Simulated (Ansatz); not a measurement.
## Ti: pressure and largest V_zz as volume scale varies

All results are calculated (Ansatz 0.2.0). Periodic Kohn-Sham DFT of a crystal at fixed atoms, scaled to volume_scale times the given cell; pressure positive in compression, energy less spherical unpolarised free atoms, largest_vzz the field gradient of largest size among the nuclei.

The cell before it is scaled or strained (space group P6_3/mmc, No. 194):
```
CELL_PARAMETERS angstrom
2.95000 0.00000 0.00000
-1.47500 2.55480 0.00000
0.00000 0.00000 4.68600
ATOMIC_POSITIONS crystal
Ti 0.33333 0.66667 0.25000
Ti 0.66667 0.33333 0.75000
```

Settings of every row: method all-electron PAW; functional PBEsol; relativity scalar; k mesh 13x13x7; filling fermi-dirac; smearing width 0.08 eV; nucleus gaussian.

Atom start moment: 0 on all atoms.

Limits: no gap: field gradients move with the k mesh.

```csv
row,volume scale,V (Å³/atom),pressure (GPa),largest V_zz (1e21 V/m^2)
1,0.94,16.599,0.984,2.069
2,0.9405,16.608,0.919,2.066
3,0.96,16.952,?,?
4,0.98,17.305,-3.759,1.889
5,0.99,17.482,-4.811,1.845
6,1,17.658,-5.812,1.803
7,1.01,17.835,-6.766,1.762
8,1.02,18.012,-7.674,1.721
9,1.04,18.365,-9.364,1.643
```

Question: what pressure and largest V_zz should row 3 give?

Worked fit of pressure. Take u = (V_r/V)^(2/3) − 1 with V_r = 17.57 Å³ an atom, which is twice the finite (Eulerian) strain; such expansions in the strain, on which the Birch-Murnaghan equation of state is built, carry the rest volume and the bulk modulus. The shown rows have u = 0.03863, 0.03825, 0.01018, 0.00335, -0.00333, -0.00993, -0.01643, -0.02907. Least squares give pressure = −5.3165 + 149.468 × u + 353.44 × u² GPa; a straight line predicts inner rows, each left out in turn, worse (root mean square 0.17 against 0.0021 GPa). The rows lie off it by -0.001, 0.001, -0.001, 0.001, -0.002, 0.000, 0.003, -0.001. The pressure vanishes at u = 0.0330, or V = 16.73 Å³ an atom, and there the bulk modulus at fixed shape and fractions is B = −V dP/dV = (2/3)(1 + u) dP/du = 119 GPa. Letting shape and atoms relax would as a rule lower it, by much in layered, chain or molecular crystals. The withheld row has u = 0.02416, so the fit gives −5.3165 + 149.468 × (0.02416) + 353.44 × (0.02416)² = -1.499 GPa.

The calculation gave -1.502 GPa. The fit lies 0.003 GPa (0.029 % of the column's range) above it; its largest miss of a shown row is 0.003 GPa.

Worked fit of largest V_zz. Take t = volume scale − 0.99. The shown rows have t = -0.05, -0.0495, -0.01, 0, 0.01, 0.02, 0.03, 0.05. Least squares give largest V_zz = 1.8454 − 4.259 × t + 4.17 × t² 1e21 V/m^2; a straight line predicts inner rows, each left out in turn, worse (root mean square 0.0043 against 0.00056 1e21 V/m^2). The rows lie off it by 0.000, 0.000, 0.001, 0.000, 0.000, 0.000, 0.000, 0.000. The withheld row has t = -0.03, so the fit gives 1.8454 − 4.259 × (-0.03) + 4.17 × (-0.03)² = 1.977 1e21 V/m^2.

The calculation gave 1.977 1e21 V/m^2. The fit meets it to the printed digit.
